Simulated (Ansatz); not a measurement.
**CH5BO+: structure from calculated spectroscopic constants**

These gas-phase data were calculated for one isomer of CH5BO+ at B3LYP/6-31G* (harmonic, unscaled wavenumbers; equilibrium rotational constants with average atomic masses):

- rotational constants: 57.36, 7.844, 7.203 GHz
- all wavenumbers above 1500 cm⁻¹: 3624, 3437, 3101, 3086, 3023, 1659

Candidates:

(1) the doublet with the links of `[CH2]B[OH2+]`
(2) the doublet with the links of `C[B][OH2+]`

Which candidate do the data belong to?

Candidate (2). No mode falls between 2350 and 2900 cm⁻¹, where the B–H stretch of (1) would stand.

The same quantities for all candidates:

```
     rotational constants (GHz)         wavenumbers above 1500 cm⁻¹  E above the lowest, B3LYP/6-31G* (kcal/mol)
(1)         45.86, 8.652, 7.278  3685, 3601, 3254, 3165, 2808, 1686                                          0.0
(2)         57.36, 7.844, 7.203  3624, 3437, 3101, 3086, 3023, 1659                                         15.6
```

Each candidate is one conformer. Open shells are spin-unrestricted. Programs: Ansatz 0.2.0.

The spectrum fits a methyl group on a divalent boron centre: three C–H stretches at 3101, 3086 and 3023 cm⁻¹, two O–H stretches above them and the HOH bend at 1659 cm⁻¹. The rotational constants give an independent check. Those of (1) satisfy the relation for a planar body almost exactly, whereas those of (2) do not, as expected when two methyl hydrogens lie out of the heavy-atom plane.

The assigned structure is the less stable of the two, by 15.6 kcal/mol. Moving a hydrogen from carbon to boron gives (1), where the unpaired electron can occupy a carbon p orbital and delocalise into the formally empty p orbital of boron. In (2) it probably sits in a σ-type orbital on boron, with only weaker hyperconjugation from the methyl group. The higher C–H stretches of (1) fit its sp²-like carbon. The energy difference does not weaken the assignment, but without a barrier for the hydrogen shift it leaves open how long (2) would persist.
